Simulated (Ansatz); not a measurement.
## Ligand exchange: SiH2(SiH3)Br + C2H7NSn → SiH2(NH2)(SiH3) + C2H5BrSn

Species: SiH2(SiH3)Br, singlet; C2H7NSn `C[CH2][Sn][NH2]`, singlet; SiH2(NH2)(SiH3), singlet; C2H5BrSn `C[CH2][Sn][Br]`, singlet. The partners trade Br for NH2: Si–Br and Sn–NH2 bonds give way to Si–NH2 and Sn–Br.

Shapes, held fixed at every level: PBE0-D4/def2-TZVP. Flexible molecules stand in one conformer, not always the lowest. Programs: Ansatz 0.2.0. Electronic energies: no zero-point or thermal term.

```csv
level,kind,ΔE (kJ/mol),less CCSD(T)/def2-TZVPP,CPU time (sum over the molecules)
BHLYP-D4/def2-TZVPP,global hybrid,-67.3,-16.0,59 s
PBE0-D4/def2-TZVPP,global hybrid,-58.0,-6.7,58 s
wB97M-V/def2-TZVPP,range-separated hybrid,-56.7,-5.4,3.2 min
wB97X-V/def2-TZVPP,range-separated hybrid,-56.3,-5.0,2.3 min
MP2/def2-SVP,perturbation theory,-55.2,-3.9,–
CCSD(T)/def2-SVP,coupled cluster or CI,-55.1,-3.8,1.9 min
CCSD/def2-TZVPP,coupled cluster or CI,-54.9,-3.6,–
CCSD(T)/def2-TZVPP,coupled cluster or CI,-51.3,0.0,41 min
```

The highest level, CCSD(T)/def2-TZVPP, gives ΔE = -51.3 kJ/mol; the levels span -67.3 to -51.3. The column of differences is taken from that level and isn't an error. No measured value is set beside it here. For atoms past krypton def2 sets carry core potentials with scalar relativity. Relativity is left out for Br unless named. Correlated rows may include outer-core shells of Br, Sn, which these sets cover unevenly. Times are processor times on shared x86 and Arm servers, and rough.

Every level puts the exchange downhill, so amide on silicon and bromide on tin is the favoured pairing for these molecules. What counts is the difference in preference between the two centres, not the strength of the Sn–Br bond alone. Silicon gains more than tin from replacing bromide with the harder, more electronegative amide, because its compact valence orbitals overlap well with nitrogen and the Si–N bond is strong and polar. In the stannylene, the nitrogen lone pair can donate into the formally empty tin 5p orbital, but that orbital is diffuse, and the stabilisation lost on exchange is probably modest.

The sign is secure, the magnitude less so. Adding triples to CCSD in the larger basis moves the energy from -54.9 to -51.3 kJ/mol, and enlarging the basis at CCSD(T) has a similar effect. BHLYP lies furthest out, perhaps because its large share of exact exchange overstates the gain from polar Si–N bonding. Simple stannylenes tend to associate through bridging amide or halide, so the balance between monomers need not carry over to condensed phases.
